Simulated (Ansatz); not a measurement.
# A series in volume per atom on CuO2

Results calculated with Ansatz 0.2.0 development build, not measured. Equation of state of a cubic crystal from periodic Kohn-Sham density functional theory without spin; pressure corrected for the finite basis.

Cell of the first row (space group Fm-3m, No. 225):
```
cell vectors (Å)
   0.0000     2.3506     2.3506
   2.3506     0.0000     2.3506
   2.3506     2.3506     0.0000
atoms (fractions of the cell vectors)
Cu  0.00000  0.00000  0.00000
O   0.25000  0.25000  0.25000
O   0.75000  0.75000  0.75000
```

Settings of every row: formula CuO2; structure type fluorite; functional r2SCAN; spin treatment none; k mesh 12x12x12; occupation method fermi-dirac; occupation width 0.1 eV; wave cutoff 700 eV; datasets hard PAW; density cutoff ratio 4; xc grid level 2.

Limits: a cubic model structure, not a phase known at ambient conditions; modest k-mesh, values are not fully converged in k; no spin polarisation, a magnetic state may lie lower; pseudopotentials made with PBE, not this functional; the SCF threshold is loose for a stress in some rows.

| row | volume per atom (Å³) | pressure (GPa) | energy above lowest point (meV/atom) |
| --- | --- | --- | --- |
| 1 | 8.658 | 9.681 | 10.43 |
| 2 | 8.941 | 2.374 | 0 |
| 3 | 9.223 | ? | ? |
| 4 | 9.505 | -8.842 | 12.58 |
| 5 | 9.787 | -13.102 | 32.02 |

Question: what pressure and energy above lowest point should row 3 give?

Worked fit of pressure. Take u = (V_r/V)^(2/3) − 1 with V_r = 9.223 Å³ an atom, which is twice the finite (Eulerian) strain; such expansions in the strain, on which the Birch-Murnaghan equation of state is built, carry the rest volume and the bulk modulus. The shown rows have u = 0.04305, 0.02092, -0.01988, -0.0388. Least squares give pressure = −3.7348 + 274.564 × u + 858.32 × u² GPa; a straight line predicts inner rows, each left out in turn, worse (root mean square 0.83 against 0.029 GPa). The rows lie off it by 0.005, -0.011, 0.012, -0.006 (root mean square 0.009 GPa). The pressure vanishes at u = 0.0131, or V = 9.045 Å³ an atom, and there the bulk modulus at fixed shape and fractions is B = −V dP/dV = (2/3)(1 + u) dP/du = 201 GPa. The withheld row has u = 0, so the fit gives −3.7348 + 274.564 × (0) + 858.32 × (0)² = -3.735 GPa.

The calculation gave -3.736 GPa. The fit lies 0.001 GPa (0.0044 % of the column's range) above it, one unit of the last digit.

Worked fit of energy above lowest point. Take u = (V_r/V)^(2/3) − 1 with V_r = 9.223 Å³ an atom, which is twice the finite (Eulerian) strain; such expansions in the strain, on which the Birch-Murnaghan equation of state is built, carry the rest volume and the bulk modulus. The shown rows have u = 0.04305, 0.02092, -0.01988, -0.0388. Least squares give energy above lowest point = 1.355 − 316.83 × u + 12235.3 × u² meV/atom; a straight line predicts inner rows, each left out in turn, worse (root mean square 12 against 0.22 meV/atom). The rows lie off it by 0.04, -0.08, 0.09, -0.05 (root mean square 0.068 meV/atom). Its lowest point lies at u = 0.0129, or V = 9.047 Å³ an atom, and the curvature there gives the bulk modulus at fixed shape and fractions, B = (4/9)(1 + u)² E″(u)/V = 198 GPa. The withheld row has u = 0, so the fit gives 1.355 − 316.83 × (0) + 12235.3 × (0)² = 1.35 meV/atom.

The calculation gave 1.36 meV/atom. The fit lies 0.01 meV/atom (0.031 % of the column's range) below it, one unit of the last digit.
